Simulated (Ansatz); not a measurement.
# Relative energies of C2H7NSi isomers

2 of its isomers, all singlets with charge 0: A = `C=C[SiH2]N`; B = `C=CN[SiH3]`.

Shapes, held fixed at every level: PBE0-D4/def2-TZVP. Flexible molecules stand in one conformer, not always the lowest. Programs: Ansatz 0.2.0.

Electronic energies in kJ/mol, without zero-point or thermal terms.

| level | kind | B − A |
| --- | --- | --- |
| PBE-D4/def2-TZVPP | GGA | +31.9 |
| r2SCAN-D4/def2-TZVPP | meta-GGA | +35.5 |
| BHLYP-D4/def2-TZVPP | global hybrid | +38.1 |
| PBE0-D4/def2-TZVPP | global hybrid | +35.0 |
| wB97X-V/def2-TZVPP | range-separated hybrid | +37.4 |
| CCSD/def2-TZVPP | coupled cluster or CI | +42.5 |
| CCSD(T)/CBS estimate | coupled cluster or CI | +44.9 |

The highest level, CCSD(T)/CBS estimate, puts A lowest of these. All levels agree on that. The B − A difference spans +31.9 to +44.9 kJ/mol over the levels. The CBS estimate extrapolates MP2 from def2-TZVPP and def2-QZVPP and adds CCSD(T) − MP2 in the triple-zeta set, cores frozen.

The aminosilane A, with nitrogen and vinyl both on silicon, lies clearly below the N-silyl enamine B, and the preference survives every change of method. Both isomers keep one Si–N bond and the C=C bond, so the contest is essentially Si–C plus N–H in A against C–N plus Si–H in B. The strong N–H bond, set against the comparatively weak, hydridic Si–H bond, favours A. Donation of the nitrogen lone pair into the vinyl π system should stabilise B, but evidently not enough to reverse the order; silicon competes for the same lone pair through negative hyperconjugation into its σ* orbitals.

All the density functionals give a smaller gap than either coupled-cluster level, PBE the smallest, possibly because they favour the conjugated N–C=C unit somewhat too much. The ordering is therefore secure for these two structures, while its size is less so at the functional level. The step from CCSD to the highest level changes both basis and triples, so it can't be assigned to either alone.
